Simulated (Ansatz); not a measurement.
# HfO₂: the change of energy above lowest point and pressure with volume scale

Free energy against uniform scaling of the volume at fixed shape and fractions; periodic cell, basis, potentials, k mesh and filling as listed. The results are calculated, by Ansatz 0.2.0.

The cell before it is scaled or strained (space group Fm-3m, No. 225):
```
HfO2
1.0
      0.0000     2.5575     2.5575
      2.5575     0.0000     2.5575
      2.5575     2.5575     0.0000
Hf O
1 2
Direct
  0.00000 0.00000 0.00000
  0.25000 0.25000 0.25000
  0.75000 0.75000 0.75000
```

Settings of every row: functional PBE; dispersion none; potentials PAW; wave cutoff 500 eV; density cutoff 2000 eV; k mesh 6x6x6; k shift 0x0x0; occupations fixed; smearing width 0 eV; spin none.

Limits: no spin-orbit coupling, which can matter with elements this heavy.

| row | volume scale | V (Å³/atom) | energy above lowest point (meV/atom) | pressure (GPa) |
| --- | --- | --- | --- | --- |
| 1 | 0.88 | 9.814 | 126.7 | 37.04 |
| 2 | 0.92 | 10.26 | 46.7 | 20.96 |
| 3 | 0.96 | 10.706 | 7.1 | 7.98 |
| 4 | 1 | 11.152 | 0 | -2.52 |
| 5 | 1.04 | 11.598 | ? | ? |
| 6 | 1.08 | 12.044 | 59.8 | -17.89 |
| 7 | 1.12 | 12.49 | 117.6 | -23.44 |

Question: what energy above lowest point and pressure should row 5 give?

Worked fit of energy above lowest point. Take u = (V_r/V)^(2/3) − 1 with V_r = 10.929 Å³ an atom, which is twice the finite (Eulerian) strain; such expansions in the strain, on which the Birch-Murnaghan equation of state is built, carry the rest volume and the bulk modulus. The shown rows have u = 0.07438, 0.04301, 0.01384, -0.01338, -0.06271, -0.08516. Least squares give energy above lowest point = −0.1 + 250.5 × u + 19374 × u² + 2378 × u³ meV/atom; a parabola predicts inner rows, each left out in turn, worse (root mean square 0.36 against 0.021 meV/atom). All shown rows lie on it to the printed digit. Its lowest point lies at u = -0.0065, or V = 11.04 Å³ an atom, and the curvature there gives the bulk modulus at fixed shape and fractions, B = (4/9)(1 + u)² E″(u)/V = 246 GPa. The withheld row has u = -0.03883, so the fit gives −0.1 + 250.5 × (-0.03883) + 19374 × (-0.03883)² + 2378 × (-0.03883)³ = 19.2 meV/atom.

The calculation gave 19.3 meV/atom. The fit lies 0.1 meV/atom (0.079 % of the column's range) below it, one unit of the last digit.

Worked fit of pressure. Take u = (V_r/V)^(2/3) − 1 with V_r = 10.929 Å³ an atom, which is twice the finite (Eulerian) strain; such expansions in the strain, on which the Birch-Murnaghan equation of state is built, carry the rest volume and the bulk modulus. The shown rows have u = 0.07438, 0.04301, 0.01384, -0.01338, -0.06271, -0.08516. Least squares give pressure = 2.452 + 385.18 × u + 1017 × u² + 756 × u³ GPa; a parabola predicts inner rows, each left out in turn, worse (root mean square 0.11 against 0.0018 GPa). All shown rows lie on it to the printed digit. The pressure vanishes at u = -0.0065, or V = 11.04 Å³ an atom, and there the bulk modulus at fixed shape and fractions is B = −V dP/dV = (2/3)(1 + u) dP/du = 246 GPa. The withheld row has u = -0.03883, so the fit gives 2.452 + 385.18 × (-0.03883) + 1017 × (-0.03883)² + 756 × (-0.03883)³ = -11.02 GPa.

The calculation gave -11.01 GPa. The fit lies 0.01 GPa (0.017 % of the column's range) below it, one unit of the last digit.
